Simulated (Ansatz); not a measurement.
Ligand exchange: how K changes with temperature for CHClF2 + HOI ⇌ CH2F2O + ICl

Species: CHClF2 `FC(F)Cl`, singlet; HOI (hypoiodous acid) `OI`, singlet; CH2F2O `OC(F)F`, singlet; ICl (iodine monochloride), singlet. The partners trade Cl for OH: C–Cl and I–OH bonds give way to C–OH and I–Cl.

The electronic reaction energy at CCSD(T)/def2-TZVPP is -114.1 kJ/mol. Shapes: PBE0-D4/def2-TZVP. Flexible molecules stand in one conformer, not always the lowest. Programs: Ansatz 0.2.0. Enthalpy and entropy come from rigid-rotor, harmonic-oscillator sums on unscaled PBE0-D4/def2-TZVP wavenumbers, ideal gases at 1 bar. Symmetry numbers: CHClF2 1, HOI 1, CH2F2O 1, ICl 1. R = 8.3145 J/(mol K).

```
T (K)  ΔH (kJ/mol)  ΔS (J/(mol K))
  800       -108.5           -13.8
 1100            ?               ?
 1400       -106.9           -12.4
```

Problem. Work out ln K at 800 and 1400 K, and from these estimate it at 1100 K.

Solution. 
1. 800 K: ΔG = -108.5 − 800 × (-13.8)/1000 = -97.5 kJ/mol; ln K = −ΔG/RT = +14.66.
2. 1400 K: ΔG = -106.9 − 1400 × (-12.4)/1000 = -89.5 kJ/mol; ln K = −ΔG/RT = +7.69.
3. Slope against 1000/T: (+7.69 − (+14.66))/(0.7143 − 1.2500) = +13.01, that is −ΔH/R with ΔH near -108 kJ/mol.
4. 1100 K: ln K = +14.66 + (+13.01) × (0.9091 − 1.2500) = +10.22.

The full sums give ΔH = -107.8 kJ/mol, ΔS = -13.1 J/(mol K), ΔG = -93.4 kJ/mol and ln K = +10.21 at 1100 K, so the line is off by +0.01 in ln K; without rounding the miss is +0.01, from the change of ΔH with temperature. The products are favoured over this whole range. An error of 10 kJ/mol in the energy moves ln K by 1.1 at 1100 K. For atoms past krypton def2 sets carry core potentials with scalar relativity. Outer-core shells of I are correlated, in sets that cover them unevenly.

The exchange is driven by enthalpy: ΔS is slightly negative and works against the products, yet ln K is still +7.69 at 1400 K. Most of the driving force probably arises at carbon, where a strong C–O bond replaces a weaker C–Cl bond, while I–OH and I–Cl are much closer in strength. The geminal fluorines should add to this, since oxygen lone pairs can delocalise into the C–F antibonding orbitals, an anomeric stabilisation that chlorine provides less effectively.

The entropy change is small because two molecules give two molecules; its sign probably reflects in part the replacement of bent HOI by linear ICl, which has one rotation fewer. K falls on heating because the reaction is exothermic, and the nearly constant ΔH keeps the van 't Hoff plot almost straight. The preference for products is too large for an energy error of 10 kJ/mol to reverse it, but it applies only to this exchange: difluoromethanol is prone to losing HF, so a large K doesn't imply that it would accumulate.
